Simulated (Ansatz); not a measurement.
## A series in volume scale on Bi

All results are calculated (Ansatz 0.2.0). Plane-wave DFT, scalar-relativistic PAW made under PBE with cores redone for the functional, no dispersion; the given relaxed cell is scaled uniformly, energy at zero smearing counts from the unscaled cell, pressure at the given Fermi-Dirac smearing is positive in compression.

The cell before it is scaled or strained (space group R-3m, No. 166):
```
CELL_PARAMETERS angstrom
2.30090 1.32840 4.16400
-2.30090 1.32840 4.16400
0.00000 -2.65690 4.16400
ATOMIC_POSITIONS crystal
Bi 0.23184 0.23184 0.23184
Bi 0.76816 0.76816 0.76816
```

Settings of every row: spin polarised no; functional revPBE; wave cutoff 420 eV; smearing width 0.1 eV; k mesh 14x14x14.

Atom starting moment: 0 on all atoms.

Limits: bonds stretch with the cell, so the curve is stiffer than the relaxed crystal; no spin-orbit coupling, which can matter with elements this heavy.

| row | volume scale | V (Å³/atom) | energy change per atom (meV) | pressure (GPa) |
| --- | --- | --- | --- | --- |
| 1 | 0.88 | 33.601 | 85.78 | 6.72 |
| 2 | 0.92 | 35.128 | 35.34 | 3.97 |
| 3 | 0.96 | 36.656 | 8.34 | 1.79 |
| 4 | 1.04 | 39.71 | 6.53 | -1.34 |
| 5 | 1.08 | 41.238 | ? | ? |
| 6 | 1.12 | 42.765 | 52.75 | -3.33 |

Question: what energy change per atom and pressure should row 5 give?

Worked fit of energy change per atom. Take u = (V_r/V)^(2/3) − 1 with V_r = 36.656 Å³ an atom, which is twice the finite (Eulerian) strain; such expansions in the strain, on which the Birch-Murnaghan equation of state is built, carry the rest volume and the bulk modulus. The shown rows have u = 0.05973, 0.02879, 0, -0.05195, -0.09766. Least squares give energy change per atom = 8.577 + 626.04 × u + 11068.5 × u² meV; a straight line predicts inner rows, each left out in turn, worse (root mean square 31 against 0.79 meV). The rows lie off it by 0.32, -0.43, -0.24, 0.60, -0.25 (root mean square 0.39 meV). The withheld row has u = -0.07552, so the fit gives 8.577 + 626.04 × (-0.07552) + 11068.5 × (-0.07552)² = 24.43 meV.

The calculation gave 24.92 meV. The fit lies 0.49 meV (2 % of the value, 0.62 % of the column's range) below it; its largest miss of a shown row is 0.60 meV.

Worked fit of pressure. Take u = (V_r/V)^(2/3) − 1 with V_r = 36.656 Å³ an atom, which is twice the finite (Eulerian) strain; such expansions in the strain, on which the Birch-Murnaghan equation of state is built, carry the rest volume and the bulk modulus. The shown rows have u = 0.05973, 0.02879, 0, -0.05195, -0.09766. Least squares give pressure = 1.8 + 70.82 × u + 188.7 × u² GPa; a straight line predicts inner rows, each left out in turn, worse (root mean square 0.53 against 0.04 GPa). The rows lie off it by 0.02, -0.03, -0.01, 0.03, -0.01. The pressure vanishes at u = -0.0274, or V = 38.22 Å³ an atom, and there the bulk modulus at fixed shape and fractions is B = −V dP/dV = (2/3)(1 + u) dP/du = 39.2 GPa. Letting shape and atoms relax would as a rule lower it, by much in layered, chain or molecular crystals. The withheld row has u = -0.07552, so the fit gives 1.8 + 70.82 × (-0.07552) + 188.7 × (-0.07552)² = -2.47 GPa.

The calculation gave -2.45 GPa. The fit lies 0.02 GPa (0.2 % of the column's range) below it; its largest miss of a shown row is 0.03 GPa.
